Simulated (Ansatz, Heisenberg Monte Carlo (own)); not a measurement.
# Nearest-neighbour exchange and ordering temperature of antiferromagnetic KMnF3 in LDA+U, for U from 0 to 6.4 eV

The usual rule of thumb for a magnetic insulator is that superexchange goes as $t^2/U$, hopping squared over the cost of moving an electron between magnetic ions, so a larger Hubbard $U$ means weaker coupling and a lower ordering temperature. I put that rule to the test on cubic KMnF3, where Mn–F–Mn bridges join the moments. It matters in practice because an ordering temperature predicted for an insulating magnet can depend strongly on the chosen $U$. The couplings come from LDA+U at fixed atoms and rigid moments, and I measure each change against the run at $U = 0$. Negative $J$ favours opposed moments. No measured temperature stands in the table, so this is a test of sensitivity to $U$, not of accuracy.

## How the numbers were made

One crystal, KMnF3 (cubic perovskite, Pm-3m), in a magnetic cell of 10 atom(s), 2 counted as magnetic (Mn), from measured cells of the Crystallography Open Database; atoms are fixed. Ansatz 0.2.0, plane waves with its default PAW datasets, cutoff 420 eV, collinear spins without spin-orbit coupling, Fermi-Dirac smearing of 0.1 eV. The k mesh is 3×6×6 and the sums for the couplings run over 4×8×8. Functional: LDA. Every run keeps the antiferromagnetic pattern of signs of the first run. The couplings come from the magnetic force theorem at rigid moments: each moment turns with its exchange field frozen. Runs that did not converge or carry a known fault are not listed.

Notes on method and selection:

- J is defined by E = -sum over ordered pairs (each pair twice) of J e_i.e_j with unit vectors e, a classical Heisenberg model without biquadratic or multi-spin terms, so J > 0 favours parallel moments and the moment's size is inside J.
- All temperatures are for classical unit spins; for spin S a quantum mean-field treatment is higher by (S+1)/S. Mean field neglects fluctuations and lies above the Tyablikov (random-phase) and Monte Carlo values.
- The antiferromagnetic pattern is the lowest of a few collinear starts compared at U = 4 eV, is kept at the other U, and need not be the true ground state; spin-orbit coupling is left out.
- Couplings at rigid moments can miss in size and sometimes in sign.
- The mean-field temperature is left blank where it belongs to another wavevector than in the first run.
- Monte Carlo cells hold several hundred spins, and on test lattices the heat-capacity peak lay 5 to 6 per cent under the known transition.
- Ansatz's own search for a lower self-consistent state was switched off in these runs, so a run may rest in a state that is not the lowest for its pattern of moments.
- In insulators under a U, antiferromagnetic superexchange from these couplings can differ by one to four tenths from that of total energies at the same settings (constrained couplings mostly lie weaker), so a match with experiment does not fix U.
- The shells shown are the strongest of the first run whose pairs agree within a shell.
- For crystals with 4f or 5f elements only couplings at constrained moments are used, since rigid ones can be several times too large.
- Runs that did not converge, have known faults or may not be shown are not listed, and runs on Ansatz's PAW sets soft_1 and soft_2 are kept to separate tables.

Columns:

- U (eV): effective Hubbard U (Dudarev, U - J) on the d shell of Mn.
- moment (μB): largest spin moment inside an atomic sphere.
- gap on mesh (eV): band gap on the run's k mesh by the count of bands (negative: bands overlap, a metal).
- Tyablikov T (K): Tyablikov (random-phase) ordering temperature from the same couplings.
- J at 4.19 Å, opposed (meV): mean J of the Mn–Mn pairs of opposed moments that lie 4.19 Å apart in the first cell (6 such neighbours an atom).
- J at 5.92 Å (meV): mean J of the Mn–Mn pairs of parallel moments that lie 5.92 Å apart in the first cell (12 such neighbours an atom).
- mean-field T (K): mean-field ordering temperature, 2/(3 kB) times the largest J(q) over wavevectors and sublattice modes.

Input lines of one member:

```
magnetization:
  spin_polarized: true
kpoints:
  mp_grid: { grid: [3, 6, 6] }
  band_path:
    path:
      - [0.0, 0.0, 0.0]
      - [0.0, 0.5, 0.0]
      - [0.25, 0.625, 0.25]
      - [0.75, 0.75, 0.375]
      - [0.0, 0.0, 0.0]
      - [0.5, 0.5, 0.5]
      - [0.5, 0.75, 0.25]
    npoints: 11
hamiltonian:
  xc: lda
  hubbard:
    sites: [{ species: Mn, l: d, u_eff: 4.0, starting_ns: occupation_matrices }]
    projectors: ortho-atomic
scf:
  occupations: { method: fermi_dirac, width: 0.1 }
  lower_state_search: "off"
output:
  write_bands: true
  eigenstates:
    nscf_kmesh: { grid: [4, 8, 8] }
    top_band: c67
    exchange_couplings: { magnetic: [{ species: Mn }], moments: rigid }
```

Command (options for logging and memory left out): `ansatz run input.yaml`

## Numbers

| member | U (eV) | moment (μB) | gap on mesh (eV) | Tyablikov T (K) | J at 4.19 Å, opposed (meV) | J at 5.92 Å (meV) | mean-field T (K) |
| --- | --- | --- | --- | --- | --- | --- | --- |
| +0 eV | 0.0 | 4.06 | 2.09 | 261 | −8.52 | −0.0483 | 395 |
| +1.6 eV | 1.6 | ? | 2.80 | ? | ? | ? | ? |
| +2.8 eV | 2.8 | 4.15 | 3.28 | 140 | −4.71 | −0.0608 | 214 |
| +4 eV | 4.0 | 4.17 | 3.72 | 108 | −3.68 | −0.0547 | 166 |
| +5.2 eV | 5.2 | 4.19 | 4.10 | 84 | −2.87 | −0.0479 | 129 |
| +6.4 eV | 6.4 | 4.21 | 4.44 | 65 | −2.23 | −0.0414 | 100 |

Cells marked ? are withheld until the estimate has been made.

Least-squares fits to the members shown, with x = U (eV); R² and errors in the fitted variable (y, or ln y where the fit is in ln y):

| y | members | fit | R² | rms residual | leave-one-out rms | the same for the mean of the others |
| --- | --- | --- | --- | --- | --- | --- |
| J at 4.19 Å, opposed (meV) | 5 | y = −8.506 + 1.612 x − 0.09958 x² | 1.00 | 0.043 | 0.32 | 2.8 |
| J at 5.92 Å (meV) | 5 | y = −0.04884 − 0.007077 x + 0.001321 x² | 0.93 | 0.0017 | 0.013 | 0.0083 (fit no better) |

## Interpretation

The direction of the rule holds: the coupling at 4.19 Å weakens at every step shown, from −8.52 meV at $U = 0$ to −2.23 meV at 6.4 eV, a factor of 8.52 / 2.23 = 3.82. The mean-field temperature follows it down from 395 to 100 K.

The form of the rule does less well. If $|J|$ went as $1/(U + U_0)$, with $U_0$ the splitting already present in plain LDA, $1/|J|$ would rise linearly with $U$. Its slope instead grows from (1 / 4.71 − 1 / 8.52) / 2.8 = 0.034 per meV per eV in the first interval to (1 / 2.23 − 1 / 2.87) / 1.2 = 0.083 in the last. Something besides this one energy denominator must be at work. The likely cause is covalency: $U$ lowers the filled Mn d states relative to F 2p and raises the empty ones, which weakens the d–p mixing that carries the exchange. The moment, rising from 4.06 to 4.21 μB, fits this picture. A ferromagnetic contribution that hardly depends on $U$ would also steepen the fall.

The temperature is almost wholly a matter of the nearest neighbours. With six of them, $T_{\mathrm{MF}} \approx \frac{2}{3k_B}\,6|J|$, and with $k_B$ = 0.0862 meV/K the run at 4 eV gives 2 × 6 × 3.68 / (3 × 0.0862) = 171 K, against 166 K in the table. The coupling at 5.92 Å accounts for the difference: 2 × 12 × 0.0547 / (3 × 0.0862) = 5.1 K. It is negative between parallel moments and so works weakly against the order, but it stays below 0.07 meV and shows no steady trend with $U$.

The Tyablikov temperature stays near two thirds of the mean-field one (261 / 395 = 0.66 at $U = 0$, 65 / 100 = 0.65 at 6.4 eV), so fluctuations rescale the trend without altering it. The absolute scale is less secure, since a further run with the moments treated differently gave clearly lower temperatures.

## Blind estimate

Plain estimates from the members shown:

- +1.6 eV, fit at x = 1.6: −6.18 meV
- +1.6 eV, straight-line interpolation between +0 eV and +2.8 eV: w = (1.6 − 0.0) / (2.8 − 0.0) = 0.571, so −8.52 + 0.571 × (−4.71 − (−8.52)) = −6.34 meV

The missing coupling lies between the runs at 0 and 2.8 eV. Straight-line interpolation gives −6.34 meV, but the curve is bowed and a chord across it makes the coupling too strong. The quadratic fit gives −6.18 meV, with a leave-one-out error of 0.32 meV.

I prefer to interpolate the logarithm of $|J|$, because equal steps in $U$ reduce the coupling by nearly equal factors: 3.68 / 4.71 = 0.781, 2.87 / 3.68 = 0.780 and 2.23 / 2.87 = 0.777. This is an empirical regularity, not a law of superexchange.

I tried it on every shown member, using the next shown member on each side, or the two nearest for a member at an end. In order of $U$, the magnitudes in meV are 4.71 × (4.71 / 3.68)^2.333 = 8.38, 8.52 × (3.68 / 8.52)^0.7 = 4.73, (4.71 × 2.87)^0.5 = 3.68, (3.68 × 2.23)^0.5 = 2.86 and 2.87 × 2.87 / 3.68 = 2.24, against 8.52, 4.71, 3.68, 2.87 and 2.23 in the table. The rms miss is 0.06 meV, where the mean of the other members misses by 2.8 meV. Most of the 0.06 meV comes from the run at $U = 0$, which had to be extrapolated.

For $U$ = 1.6 eV the weight is 1.6 / 2.8 = 0.571, and 8.52 × (4.71 / 8.52)^0.571 = 6.07, so $J$ = −6.07 meV. The gap of this member, 2.80 eV, falls smoothly between 2.09 and 3.28 eV and gives no sign of a different electronic state, so I apply no further shift. I take the rms miss of 0.06 meV as the standard deviation.

**Committed estimate, +1.6 eV: J at 4.19 Å, opposed = −6.07 ± 0.06 meV.**

## How the estimate fared

| member | U (eV) | moment (μB) | gap on mesh (eV) | Tyablikov T (K) | J at 4.19 Å, opposed (meV) | J at 5.92 Å (meV) | mean-field T (K) |
| --- | --- | --- | --- | --- | --- | --- | --- |
| +1.6 eV | 1.6 | 4.12 | 2.80 | 181 | −6.04 | −0.0635 | 276 |

| member | estimate | J at 4.19 Å, opposed (meV) | computed | estimate − computed | miss in error bars |
| --- | --- | --- | --- | --- | --- |
| +1.6 eV | committed | −6.07 | −6.04 | −0.03 | 0.5 |
| +1.6 eV | fit | −6.18 | −6.04 | −0.14 |  |
| +1.6 eV | interpolation | −6.34 | −6.04 | −0.30 |  |

The computed coupling is −6.04 meV. My −6.07 ± 0.06 meV missed by 0.03 meV, half an error bar, and did better than the quadratic fit (0.14 meV off) and the straight line (0.30 meV off).

Interpolating the logarithm held up: from 1.6 to 2.8 eV the coupling shrinks by a factor of 4.71 / 6.04 = 0.780, as it does over the later steps of 1.2 eV. The pure $1/(U + U_0)$ form fails here too. Interpolating $1/|J|$ between the same two neighbours gives 1 / (1 / 8.52 + 0.571 × (1 / 4.71 − 1 / 8.52)) = 5.83, so −5.83 meV, which is too weak by 6.04 − 5.83 = 0.21 meV.

This supports my view that a single energy denominator does not suffice, though it does not identify what is missing. I also have to correct my account of covalency. Lowering the filled Mn d states brings them closer to F 2p, and mixing among filled states transfers no net spin. What can weaken the exchange is the rise of the empty d states, which then take less charge from fluorine. The steadily growing moment agrees with that.

## Residuals

Least-squares fits to the whole series, with x = U (eV); R² and errors in the fitted variable (y, or ln y where the fit is in ln y):

| y | members | fit | R² | rms residual | leave-one-out rms | the same for the mean of the others |
| --- | --- | --- | --- | --- | --- | --- |
| J at 4.19 Å, opposed (meV) | 6 | y = −8.4691 + 1.6214 x − 0.10237 x² | 1.00 | 0.062 | 0.22 | 2.5 |
| J at 5.92 Å (meV) | 6 | y = −0.05060 − 0.007508 x + 0.001453 x² | 0.87 | 0.0027 | 0.0097 | 0.0092 (fit no better) |

Largest departures from the fit to the whole series:

| member | J at 4.19 Å, opposed (meV) | fit | computed − fit | in rms residuals |
| --- | --- | --- | --- | --- |
| +1.6 eV | −6.04 | −6.14 | +0.10 | 1.6 |
| +5.2 eV | −2.87 | −2.81 | −0.06 | 1.0 |
| +4 eV | −3.68 | −3.62 | −0.06 | 0.9 |
| +6.4 eV | −2.23 | −2.29 | +0.06 | 0.9 |

No run stands out: the largest departure from the quadratic fit, +0.10 meV at $U$ = 1.6 eV, is only 1.6 rms residuals. The departures change sign in an orderly way along the series, as expected when a parabola is laid through a nearly exponential decay, so I put them down to the form of the fit and not to any single run.

## Rules of thumb and their limits

Between $U$ = 0 and 6.4 eV the nearest-neighbour coupling follows $|J| \approx 8.52\,e^{-0.209\,U}$, in meV with $U$ in eV, a loss of about 19 per cent per eV. The constants come from the two end runs, with ln(8.52 / 2.23) / 6.4 = 0.209. The rms miss over all six runs is about 0.03 meV, against 2.5 meV for the mean of the others, so a further $U$ inside this range can be estimated to a few hundredths of a meV.

In practice, the mean-field temperature near 4 eV changes by (129 − 214) / (5.2 − 2.8) = −35 K per eV, about a fifth of its value for each eV of doubt in $U$.

Nothing I know to be omitted matches the fourfold spread of the table. Fluctuations, which mean field neglects, take away about a third of the temperature in the Tyablikov column. Quantum spins act the other way: with $S = 5/2$ they multiply the mean-field temperature by 1.4, as much as lowering $U$ by about 1.6 eV. Treating the moments differently lowers the temperature again and can matter about as much, so agreement with a measured temperature would not single out a value of $U$.

[Logs are printed without paths, hosts, clocks, repeated set-up lines and the standing remarks that a program may print on its own settings, such as how far it seeks lower states.]
